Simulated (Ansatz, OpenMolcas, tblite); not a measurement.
## SiH3Br (SMILES [SiH3]Br): methods side by side

SiH3Br has 5 atoms, charge 0, and is taken as a singlet. SMILES: `[SiH3]Br`. Geometry: relaxed at PBE0-D4/def2-TZVP.

Each level gives the electronic atomisation energy (eV). The values are calculated. Electronic energies at fixed atoms, without zero-point motion or spin-orbit coupling.

```
             level                   kind     program  value (eV)  CPU time (all runs)
          GFN1-xTB         semi-empirical      tblite       17.11            under 2 s
      HF/def2-TZVP           Hartree–Fock  OpenMolcas       10.90                 15 s
   SVWN5/def2-TZVP                    LDA      Ansatz       15.42                6.3 s
    BLYP/def2-TZVP                    GGA      Ansatz       13.62                9.2 s
   B3LYP/def2-TZVP          global hybrid      Ansatz       13.87                 10 s
  B2PLYP/def2-TZVP          double hybrid      Ansatz       13.81                 11 s
RPA@PBE0/def2-TZVP                    RPA      Ansatz       13.27                 13 s
     MP2/def2-TZVP    perturbation theory      Ansatz       13.50                  4 s
 BCCD(T)/def2-TZVP  coupled cluster or CI      Ansatz       13.56                 15 s
```

All-electron rows without a relativistic Hamiltonian named are non-relativistic. The values span 10.90 to 17.11 eV. In the correlated wave-function rows the outer d shell of Br is correlated, in sets not made for it. Times are those of the runs behind each value, whatever else they computed, on shared processors of several kinds: orders of magnitude only.

Electron correlation supplies a substantial part of the binding in SiH3Br. Hartree–Fock gives only 10.90 eV against 13.56 eV with BCCD(T), because forming three Si–H bonds and one Si–Br bond pairs electrons that are unpaired in the free atoms, and the correlation within these new pairs is missing from the mean-field description. MP2 recovers most of this contribution, as expected for a saturated molecule with σ bonds and no marked near-degeneracy.

LDA errs in the opposite direction, with the familiar overbinding that gradient corrections largely remove. RPA falls below BCCD(T), consistent with its poor description of short-range correlation. The still higher GFN1-xTB value probably reflects free-atom energies that its parametrisation does not describe well, rather than unusually strong bonds.

The close match between BLYP and BCCD(T) does not establish BLYP as the most accurate functional here: a triple-zeta basis probably leaves the coupled-cluster binding too weak, so the slightly larger hybrid values need not be overbinding. The total also does not isolate the strength of the Si–Br bond.
